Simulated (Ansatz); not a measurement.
# Mg: pressure as volume per atom varies

All results are calculated (Ansatz 0.2.0). Periodic Kohn-Sham DFT of a crystal at fixed atoms; pressure and stress are positive in compression; the energy is the free energy less that of spherical unpolarised free atoms; site moments are those in the method's own spheres, positive along +z.

Cell of the first row (space group Im-3m, No. 229):
```
CELL_PARAMETERS angstrom
-1.44640 1.44640 1.44640
1.44640 -1.44640 1.44640
1.44640 1.44640 -1.44640
ATOMIC_POSITIONS crystal
Mg 0.00000 0.00000 0.00000
```

Settings of every row: method frozen-core PAW; functional LDA; relativity scalar; k mesh 19x19x19; filling fermi-dirac; smearing width 0.03 eV; wave cutoff 420 eV; paw set soft_2.

Atom start moment: 0 on all atoms.

Limits: PAW files made with PBE; all rows lie far from zero pressure.

```
row  volume per atom (Å³)  pressure (GPa)
  1                12.103          70.007
  2                 12.36          64.772
  3                12.618          59.939
  4                12.747          57.662
  5                12.875               ?
  6                13.004          53.366
  7                13.133          51.339
  8                 13.39           47.51
  9                13.648          43.959
```

Question: what pressure should row 5 give?

Worked fit of pressure. Take u = (V_r/V)^(2/3) − 1 with V_r = 12.875 Å³ an atom, which is twice the finite (Eulerian) strain; such expansions in the strain, on which the Birch-Murnaghan equation of state is built, carry the rest volume and the bulk modulus. The shown rows have u = 0.04208, 0.02759, 0.01353, 0.00668, -0.00662, -0.01314, -0.02581, -0.03812. Least squares give pressure = 55.4785 + 322.541 × u + 535.65 × u² GPa; a straight line predicts inner rows, each left out in turn, worse (root mean square 0.27 against 0.0085 GPa). The rows lie off it by 0.007, -0.013, -0.002, 0.005, -0.001, 0.006, -0.001, -0.003 (root mean square 0.0061 GPa). The withheld row has u = 0, so the fit gives 55.4785 + 322.541 × (0) + 535.65 × (0)² = 55.478 GPa.

The calculation gave 55.473 GPa. The fit lies 0.005 GPa (0.019 % of the column's range) above it; its largest miss of a shown row is 0.013 GPa.
